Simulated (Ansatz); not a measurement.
**Ligand exchange: GeH2(CH3)Br + CBr2Cl2 → GeH2(CH3)Cl + CBr3Cl**

Species: GeH2(CH3)Br, singlet; CBr2Cl2 (dibromodichloromethane) `ClC(Cl)(Br)Br`, singlet; GeH2(CH3)Cl, singlet; CBr3Cl `ClC(Br)(Br)Br`, singlet. The partners trade Br for Cl: Ge–Br and C–Cl bonds give way to Ge–Cl and C–Br.

Shapes, held fixed at every level: PBE0-D4/def2-TZVP. Programs: Ansatz 0.2.0. The zero-point and thermal change to 298 K, harmonic and unscaled (PBE0-D4/def2-TZVP), is -0.3 kJ/mol.

| level | kind | ΔH(298 K) (kJ/mol) | less CCSD(T)/def2-TZVPP | CPU time (sum over the molecules) |
| --- | --- | --- | --- | --- |
| r2SCAN-D4/def2-TZVPP | meta-GGA | +6.4 | +4.2 | 62 s |
| B3LYP-D4/def2-TZVPP | global hybrid | +4.3 | +2.1 | 64 s |
| r2SCAN0-D4/def2-TZVPP | global hybrid | +7.7 | +5.5 | 78 s |
| wB97X-V/def2-TZVPP | range-separated hybrid | +5.8 | +3.6 | 98 s |
| B2PLYP/def2-TZVPP | double hybrid | +3.8 | +1.6 | 70 s |
| MP2/def2-TZVPP | perturbation theory | -0.2 | -2.4 | – |
| CCSD/def2-SVP | coupled cluster or CI | +8.9 | +6.7 | – |
| CCSD(T)/def2-TZVPP | coupled cluster or CI | +2.2 | 0.0 | 11 min |

The highest level, CCSD(T)/def2-TZVPP, gives ΔH(298 K) = +2.2 kJ/mol; the levels span -0.2 to +8.9. That is about zero within the method's error. They disagree on the sign: 7 of 8 are positive. The column of differences is taken from that level and isn't an error. No measured value is set beside it here. Relativity is left out for Br, Ge unless named. Correlated rows may include outer-core shells of Br, Ge, which these sets cover unevenly. Times are processor times on shared x86 and Arm servers, and rough.

The exchange is close to thermoneutral because it keeps the number of Ge–halogen and C–halogen bonds unchanged. Chlorine binds more strongly than bromine to both germanium and carbon, so the gain on forming Ge–Cl is largely paid back in replacing C–Cl by C–Br. The more polar Ge–Cl bond might be expected to tip the balance towards products, but any such preference is evidently small here, and crowding of three bromines on one carbon probably offsets it.

All the density functionals lie above CCSD(T), while MP2 lies below it. This suggests sensitivity to correlation between the geminal halogens, whose attraction MP2 tends to exaggerate, thereby favouring CBr3Cl. The high CCSD value can't be assigned to missing triples alone, since its basis is also smaller.

The results support a weak halogen preference, not a clear thermal driving force in either direction. With an enthalpy this small, entropy matters to the position of equilibrium, and the higher rotational symmetry of CBr3Cl slightly favours the reactants.
